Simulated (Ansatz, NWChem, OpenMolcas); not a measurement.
**Errors in the atomisation enthalpy at 298 K**

6 molecules; the atomisation enthalpy at 298 K in kJ/mol, computed less measured. Shapes, held fixed at every level: PBE0-D4/def2-TZVP. Flexible molecules stand in one conformer, not always the lowest. Thermal terms are harmonic and unscaled (PBE0-D4/def2-TZVP); the spin-orbit lowering of the free atoms is taken from their spectra. Programs: Ansatz 0.2.0, NWChem 7.3.0, OpenMolcas 26.06. Measured values: Active Thermochemical Tables, CRC Handbook of Chemistry and Physics, NIST-JANAF tables.

Levels: A = HF/cc-pVDZ; B = RPA@PBE0/cc-pVDZ; C = MP2/def2-TZVPP; D = CCSD(T)/CBS estimate.

```
                     molecule  from tabulated heats      A     B     C    D
SiCl4 (silicon tetrachloride)                  1598   -530  -313   +25    0
C2F3N (cyanotrifluoromethane)                  2640  -1073  -370   +66  -11
    C2H3ClO (acetyl chloride)                  2700   -876  -305     0   -8
 C2H4Cl2 (1,1-dichloroethane)                  2676   -798  -293   -15   +3
       C3H5N (isocyanoethane)                  3571  -1103  -382   -47  -19
         C2H8N2 (SMILES CNNC)                  4030  -1381  -461  -105  -12
```

Q: Sum up the errors.

A: 
| level | kind | mean error | mean absolute error | worst case |
| --- | --- | --- | --- | --- |
| HF/cc-pVDZ | Hartree–Fock | -960.2 | 960.2 | C2H8N2 |
| RPA@PBE0/cc-pVDZ | RPA | -354.0 | 354.0 | C2H8N2 |
| MP2/def2-TZVPP | perturbation theory | -12.7 | 43.0 | C2H8N2 |
| CCSD(T)/CBS estimate | coupled cluster or CI | -7.8 | 8.8 | C3H5N |

On this set CCSD(T)/CBS estimate has the smallest mean absolute error and HF/cc-pVDZ the largest. HF/cc-pVDZ is too low in 6 of 6; RPA@PBE0/cc-pVDZ is too low in 6 of 6; CCSD(T)/CBS estimate is too low in 4 of 6. The heats of C2F3N (cyanotrifluoromethane) come from older tables and can be uncertain by 10 kJ/mol or more. Heats of the atoms come from ATcT where it has them. The levels differ in basis as well as in method. For HF/cc-pVDZ the error tends to grow with the atomisation enthalpy. Hartree–Fock lacks correlation and underbinds. Correlated wave functions converge slowly with the basis. The CBS estimate extrapolates MP2 from def2-TZVPP and def2-QZVPP and adds CCSD(T) − MP2 in the triple-zeta set, cores frozen. The set is small.

The small mean error of MP2 reflects cancellation rather than accuracy: it overbinds SiCl4 and cyanotrifluoromethane but underbinds dimethylhydrazine by 105 kJ/mol. Second-order theory tends to exaggerate pair correlation in halogen-rich and multiply bonded systems and to recover too little of it in bonds to hydrogen, while the finite basis lowers the binding throughout. The isocyanide, underbound despite its multiple bond, shows that bond type alone doesn't fix the sign.

The Hartree–Fock deficit follows the correlation energy gained when electrons pair up in bonds, and so only loosely the total bond strength. Cyanotrifluoromethane breaks the order, with a larger error than both chlorinated organic molecules although its atomisation enthalpy is slightly lower; its triple bond and compact, electron-rich fluorines probably account for this.

The coupled-cluster residuals are mostly negative, as would be expected from missing core–valence correlation and an overestimated harmonic zero-point energy. They therefore can't be read as the intrinsic error of CCSD(T).
